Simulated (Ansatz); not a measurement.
# ZnAg: the change of energy less free atoms and pressure with volume scale

Periodic Kohn-Sham DFT of a crystal at fixed atoms, scaled to volume_scale times the given cell; pressure positive in compression, energy less spherical unpolarised free atoms, largest_vzz the field gradient of largest size among the nuclei. The results are calculated, by Ansatz 0.2.0.

The cell before it is scaled or strained (space group Pm-3m, No. 221):
```
cell vectors (Å)
   3.1560     0.0000     0.0000
   0.0000     3.1560     0.0000
   0.0000     0.0000     3.1560
atoms (fractions of the cell vectors)
Zn  0.50000  0.50000  0.50000
Ag  0.00000  0.00000  0.00000
```

Settings of every row: method all-electron LAPW; functional LDA; relativity scalar; k mesh 12x12x12; filling fermi-dirac; smearing width 0.03 eV; basis error target 0.25 meV/atom; nucleus gaussian.

Atom start moment: 0 on all atoms.

| row | volume scale | V (Å³/atom) | energy less free atoms (eV/atom) | pressure (GPa) |
| --- | --- | --- | --- | --- |
| 1 | 0.94 | 14.774 | -2.9034 | -1.672 |
| 2 | 0.96 | 15.089 | -2.8977 | -4.106 |
| 3 | 0.98 | 15.403 | -2.8875 | -6.225 |
| 4 | 0.99 | 15.56 | -2.8809 | -7.178 |
| 5 | 1 | 15.717 | -2.8735 | -8.065 |
| 6 | 1.01 | 15.875 | ? | ? |
| 7 | 1.02 | 16.032 | -2.856 | -9.659 |
| 8 | 1.04 | 16.346 | -2.8357 | -11.034 |
| 9 | 1.06 | 16.66 | -2.8129 | -12.216 |

Question: what energy less free atoms and pressure should row 6 give?

Worked fit of energy less free atoms. Take u = (V_r/V)^(2/3) − 1 with V_r = 15.639 Å³ an atom, which is twice the finite (Eulerian) strain; such expansions in the strain, on which the Birch-Murnaghan equation of state is built, carry the rest volume and the bulk modulus. The shown rows have u = 0.03866, 0.02415, 0.01019, 0.00338, -0.00331, -0.01641, -0.02905, -0.04129. Least squares give energy less free atoms = −2.87728 − 1.1174 × u + 11.076 × u² + 9 × u³ eV/atom; a parabola predicts inner rows, each left out in turn, worse (root mean square 0.00014 against 3.1e-05 eV/atom). All shown rows lie on it to the printed digit. The withheld row has u = -0.00994, so the fit gives −2.87728 − 1.1174 × (-0.00994) + 11.076 × (-0.00994)² + 9 × (-0.00994)³ = -2.8651 eV/atom.

The calculation gave -2.8651 eV/atom. The fit meets it to the printed digit.

Worked fit of pressure. Take u = (V_r/V)^(2/3) − 1 with V_r = 15.639 Å³ an atom, which is twice the finite (Eulerian) strain; such expansions in the strain, on which the Birch-Murnaghan equation of state is built, carry the rest volume and the bulk modulus. The shown rows have u = 0.03866, 0.02415, 0.01019, 0.00338, -0.00331, -0.01641, -0.02905, -0.04129. Least squares give pressure = −7.6306 + 132.444 × u + 540.78 × u² + 539 × u³ GPa; a parabola predicts inner rows, each left out in turn, worse (root mean square 0.0088 against 0.003 GPa). The rows lie off it by -0.001, 0.003, -0.001, -0.001, -0.002, 0.002, 0.001, -0.001. The withheld row has u = -0.00994, so the fit gives −7.6306 + 132.444 × (-0.00994) + 540.78 × (-0.00994)² + 539 × (-0.00994)³ = -8.894 GPa.

The calculation gave -8.891 GPa. The fit lies 0.003 GPa (0.028 % of the column's range) below it; its largest miss of a shown row is 0.003 GPa.
